**Hand estimate of forbidden-decay lifetimes in 4f⁴5s²5p⁵ levels of Sm⁵⁺**

The table holds 13 odd 4f⁴5s²5p⁵ levels of Sm⁵⁺ with energies, leading LS and jj weights and E1-M1-E2 lifetimes, from radial Dirac CI on exchange-only KLI orbitals with Breit and model QED terms, valence Slater integrals scaled by 0.85 and a P86 correlation estimate. The program checks the pure-LS M1 formula on three ⁴I lines of 4f³ from the same run, makes a rough upper estimate of the 4f→5p E2 rate, and fits the rule $1/\tau = A_0(1-w)(\sigma/76500)^5$ to the 12 sextet rows, with $w$ the leading LS weight. The M1 formula lies within 3.5 % of the computed ⁴I rates, and M1 steps between the rows cannot account for five of the 13 levels. The rule, with $A_0 = 9.1$ s⁻¹, misses by an rms factor of 2.6 against 3.4 for a constant rate, and separate constants for $J \ge 11/2$ and $J \le 9/2$ reduce this to 1.9. With the level energy as $\sigma$, a cube fits about as well as the fifth power, and the gaps for M1 decay to lower levels of the configuration are not all in the data, so the fit does not decide between E2 and M1 decay.

Sm5+ levels from radial Dirac CI 1: CI on Dirac orbitals from exchange-only KLI potentials, optimised for each configuration, closed core [Kr] 4d10, with Breit and model QED terms, valence Slater integrals scaled by 0.85 and a P86 correlation estimate. Energies are relative to 4f3 5s2 5p6 4Io J = 9/2; lifetimes count E1, M1 and E2 decay within the configurations included.

## The fit in Python

```python
# Table: 13 odd 4f4 5s2 5p5 levels of Sm5+ (energy, LS/jj weight, E1-M1-E2 lifetime), radial Dirac CI,
# KLI orbitals, Breit + model QED, Slater scale 0.85, P86. Tested: hand rule 1/tau = A0 (1-w) (E/76500)^5.
T = {
    'level_configuration': ['4f4 5s2 5p5', '4f4 5s2 5p5', '4f4 5s2 5p5', '4f4 5s2 5p5', '4f4 5s2 5p5', '4f4 5s2 5p5', '4f4 5s2 5p5', '4f4 5s2 5p5', '4f4 5s2 5p5', '4f4 5s2 5p5', '4f4 5s2 5p5', '4f4 5s2 5p5', '4f4 5s2 5p5'],
    'level_term': ['6Fo', '4Ko', '6Fo', '6Fo', '6Fo', '6Go', '6Go', '6Po', '6Fo', '6Go', '6Go', '6Fo', '6Do'],
    'level_j': ['7/2', '15/2', '3/2', '9/2', '5/2', '11/2', '13/2', '7/2', '11/2', '9/2', '7/2', '11/2', '7/2'],
    'level_energy': [72954.9, 73545.9, 74036.5, 74982.0, 76151.9, 76369.4, 76766.4, 76770.0, 77542.6, 77874.7, 78602.1, 79040.5, 79358.3],  # cm⁻¹
    'level_term_weight': [55, 30, 61, 64, 42, 44, 88, 82, 27, 63, 49, 51, 42],  # %
    'level_jj_weight': [38, 44, 36, 39, 48, 52, 45, 54, 45, 43, 41, 44, 48],  # %
    'level_radiative_lifetime': [1.873, 0.09466, 0.4655, 0.9034, 0.2992, 0.04542, 0.3376, 2.01, 0.04471, 0.2034, 0.09069, 0.128, 0.1916],  # s
}
import numpy as np
from fractions import Fraction
from scipy import constants as C
from scipy.stats import spearmanr
term, js = T['level_term'], [str(j) for j in T['level_j']]
J = np.array([float(Fraction(j)) for j in js]); E = np.array(T['level_energy'], float)
w = np.array(T['level_term_weight'], float)/100; wj = np.array(T['level_jj_weight'], float)
tau = np.array(T['level_radiative_lifetime'], float); A = 1/tau; E0 = 76500.0
a0 = C.physical_constants['Bohr radius'][0]; muB = C.physical_constants['Bohr magneton'][0]
kM = C.mu_0*(200*np.pi)**3*muB**2/(3*np.pi*C.hbar); kE = C.alpha*C.c*(200*np.pi)**5*a0**4/15
print(f"M1: A = {kM:.3e} s^3 S/g; E2: A = {kE:.3e} s^5 S/g (1/s, s in cm-1); E2 at 76500: {kE*E0**5:.0f} S/g")
# further outputs of the same run (4f3): 4I M1 lines (upper J, nm, A in 1/s), <r^4> of 4f, ionisation energies
err = []
for j, nm, a in [(5.5, 3327.447, 1.125344), (6.5, 3222.176, 1.4286), (7.5, 3187.475, 0.984476)]:
    S = (j*j-4.5**2)*(8.5**2-j*j)/(4*j); p = kM*(1e7/nm)**3*S/(2*j+1); err.append(p/a-1)
    print(f"4f3 4I J={j}: s {1e7/nm:.0f}, S {S:.2f}, S/g {S/(2*j+1):.2f}, hand {p:.3f}, run {a:.3f} 1/s, {100*err[-1]:+.1f} %")
r4 = 1.333454; dI = (90.72541-87)*C.e/(C.h*C.c*100)
Aup = kE*E0**5*4/6*9/35*r4
print(f"E2 configuration average: {Aup/r4:.0f} R^2 1/s; upper estimate with R^2 = <r^4> = {r4:.2f}: {Aup:.0f} 1/s")
print(f"block width {np.ptp(E):.1f} cm-1; tau {tau.min():.4f}-{tau.max():.3f} s, ratio {tau.max()/tau.min():.1f}, median {np.median(tau):.3f} s")
print(f"LS weight {100*w.min():.0f}-{100*w.max():.0f} %, jj weight {wj.min():.0f}-{wj.max():.0f} %; closest pair {np.diff(E).min():.1f} cm-1")
print(f"(Emax/Emin)^5 = {(E.max()/E.min())**5:.2f}, ^3 = {(E.max()/E.min())**3:.2f}")
sx = np.array([t[0] == '6' for t in term]); hi = J >= 5.5
def fit(f, groups):
    y = np.log(A/f); res = np.zeros(len(A)); loo = res.copy(); c = []
    for g in groups:
        m = y[g].mean(); c.append(np.exp(m)); res[g] = y[g]-m; loo[g] = res[g]*g.sum()/(g.sum()-1)
    q = lambda r: np.exp(np.sqrt(np.mean(r[sx]**2)))
    return c, res, q(res), q(loo), np.exp(abs(res[sx]).max()), int((abs(res[sx]) < np.log(2)).sum())
f5 = (1-w)*(E/E0)**5; one = [sx]; two = [sx & hi, sx & ~hi]
M = [("constant rate", np.ones(len(A)), one), ("A0(1-w)E^3", (1-w)*(E/E0)**3, one),
     ("A0(1-w)E^5", f5, one), ("constant, J split", np.ones(len(A)), two), ("A0(1-w)E^5, J split", f5, two)]
print("12 sextets: A0 (1/s; J>=11/2 first) | rms factor | leave-one-out | worst | within factor 2")
R = {}
for n, f, g in M:
    R[n] = r = fit(f, g)
    print(f"{n:20s} {' '.join(f'{x:.1f}' for x in r[0]):10s} | {r[2]:.2f} | {r[3]:.2f} | {r[4]:.1f} | {r[5]}")
A0 = R["A0(1-w)E^5"][0][0]; Ah, Al = R["A0(1-w)E^5, J split"][0]
print(f"1/A0 = {1/A0:.3f} s; A0 ratio high J / low J = {Ah/Al:.1f}; A0 / E2 upper estimate = {A0/Aup:.2f}")
rho, pv = spearmanr(1-w[sx], A[sx]); sl = np.polyfit(np.log(1-w[sx]), np.log(A[sx]/(E[sx]/E0)**5), 1)[0]
print(f"rate against 1-w: rank correlation {rho:.2f} (p = {pv:.2f}); free exponent of 1-w {sl:.2f}")
print("level, rate 1/s, tau s, rule tau, table/rule, split tau, table/split, 4I levels in E2 reach, M1 S/g needed")
for i in range(len(A)):
    lo = [k for k in range(i) if abs(J[k]-J[i]) <= 1]
    need = f"{A[i]/(kM*(E[i]-E[lo[0]])**3):.2g} (gap {E[i]-E[lo[0]]:.0f})" if lo else "no partner in block"
    n = sum(abs(J[i]-x) <= 2 for x in (4.5, 5.5, 6.5, 7.5))
    t1 = 1/(A0*f5[i]); t2 = 1/((Ah if hi[i] else Al)*f5[i])
    print(f"{term[i]} {js[i]:4s} {A[i]:5.2f} {tau[i]:.3f} {t1:.3f} {tau[i]/t1:.2f} {t2:.3f} {tau[i]/t2:.2f} {n} {need}" + ("" if sx[i] else " (not fitted)"))
for i in (9, 0):
    print(f"worked {term[i]} {js[i]}: 1-w {1-w[i]:.2f}, (E/76500)^5 {(E[i]/E0)**5:.3f}, rate {A0*f5[i]:.2f} 1/s, tau {1/(A0*f5[i]):.3f} s, table {tau[i]:.3f} s")
k = int(np.where(~sx)[0][0])
print(f"quartet row with factor 1 for 1-w: tau {1/(A0*(E[k]/E0)**5):.3f} s, table {tau[k]:.3f} s")
print(f"weight rounding (0.5 point) moves the rule by {50/(100*(1-w.min())):.1f} to {50/(100*(1-w.max())):.1f} %")
print(f"M1 gap giving the fastest rate {A.max():.1f} 1/s at S/g = 1: {(A.max()/kM)**(1/3):.0f} cm-1; slowest: {(A.min()/kM)**(1/3):.0f} cm-1")
print(f"ionisation energy off by {dI:.0f} cm-1; block shift +/-30000 scales E^5 by {(1+3e4/E0)**5:.1f} / {(1-3e4/E0)**5:.3f}")
print(f"landing on 4F3/2 (15757 cm-1, same run) scales E^5 by {(1-15757.3/E0)**5:.2f}")
assert max(abs(e) for e in err) < 0.05
assert 0.01 < tau.min() and tau.max() < 10 and A.max() < Aup
assert rho > 0 and R["A0(1-w)E^5"][2] < R["constant rate"][2]
assert Ah > Al
```

Printed output:

```
M1: A = 2.697e-11 s^3 S/g; E2: A = 1.120e-22 s^5 S/g (1/s, s in cm-1); E2 at 76500: 293 S/g
4f3 4I J=5.5: s 3005, S 19.09, S/g 1.59, hand 1.165, run 1.125 1/s, +3.5 %
4f3 4I J=6.5: s 3103, S 25.38, S/g 1.81, hand 1.462, run 1.429 1/s, +2.3 %
4f3 4I J=7.5: s 3137, S 19.20, S/g 1.20, hand 0.999, run 0.984 1/s, +1.5 %
E2 configuration average: 50 R^2 1/s; upper estimate with R^2 = <r^4> = 1.33: 67 1/s
block width 6403.4 cm-1; tau 0.0447-2.010 s, ratio 45.0, median 0.203 s
LS weight 27-88 %, jj weight 36-54 %; closest pair 3.6 cm-1
(Emax/Emin)^5 = 1.52, ^3 = 1.29
12 sextets: A0 (1/s; J>=11/2 first) | rms factor | leave-one-out | worst | within factor 2
constant rate        3.7        | 3.40 | 3.80 | 7.5 | 5
A0(1-w)E^3           9.2        | 2.71 | 2.96 | 6.7 | 5
A0(1-w)E^5           9.1        | 2.63 | 2.87 | 6.1 | 5
constant, J split    10.3 2.2   | 2.68 | 3.24 | 5.0 | 3
A0(1-w)E^5, J split  24.7 5.6   | 1.94 | 2.17 | 3.7 | 8
1/A0 = 0.109 s; A0 ratio high J / low J = 4.4; A0 / E2 upper estimate = 0.14
rate against 1-w: rank correlation 0.71 (p = 0.01); free exponent of 1-w 1.29
level, rate 1/s, tau s, rule tau, table/rule, split tau, table/split, 4I levels in E2 reach, M1 S/g needed
6Fo 7/2   0.53 1.873 0.308 6.08 0.507 3.70 2 no partner in block
4Ko 15/2 10.56 0.095 0.190 0.50 0.070 1.34 3 no partner in block (not fitted)
6Fo 3/2   2.15 0.466 0.330 1.41 0.543 0.86 0 no partner in block
6Fo 9/2   1.11 0.903 0.336 2.69 0.552 1.64 3 4.9 (gap 2027)
6Fo 5/2   3.34 0.299 0.193 1.55 0.317 0.94 1 3.8 (gap 3197)
6Go 11/2 22.02 0.045 0.197 0.23 0.073 0.62 4 3.1e+02 (gap 1387)
6Go 13/2  2.96 0.338 0.896 0.38 0.331 1.02 4 3.3 (gap 3220)
6Po 7/2   0.50 2.010 0.597 3.37 0.982 2.05 2 0.33 (gap 3815)
6Fo 11/2 22.37 0.045 0.140 0.32 0.052 0.86 4 49 (gap 2561)
6Go 9/2   4.92 0.203 0.270 0.75 0.445 0.46 3 1.5 (gap 4920)
6Go 7/2  11.03 0.091 0.187 0.48 0.308 0.29 2 2.3 (gap 5647)
6Fo 11/2  7.81 0.128 0.190 0.68 0.070 1.83 4 4.3 (gap 4058)
6Do 7/2   5.22 0.192 0.157 1.22 0.258 0.74 2 0.74 (gap 6403)
worked 6Go 9/2: 1-w 0.37, (E/76500)^5 1.093, rate 3.70 1/s, tau 0.270 s, table 0.203 s
worked 6Fo 7/2: 1-w 0.45, (E/76500)^5 0.789, rate 3.24 1/s, tau 0.308 s, table 1.873 s
quartet row with factor 1 for 1-w: tau 0.133 s, table 0.095 s
weight rounding (0.5 point) moves the rule by 0.7 to 4.2 %
M1 gap giving the fastest rate 22.4 1/s at S/g = 1: 9395 cm-1; slowest: 2642 cm-1
ionisation energy off by 30047 cm-1; block shift +/-30000 scales E^5 by 5.2 / 0.083
landing on 4F3/2 (15757 cm-1, same run) scales E^5 by 0.32
```
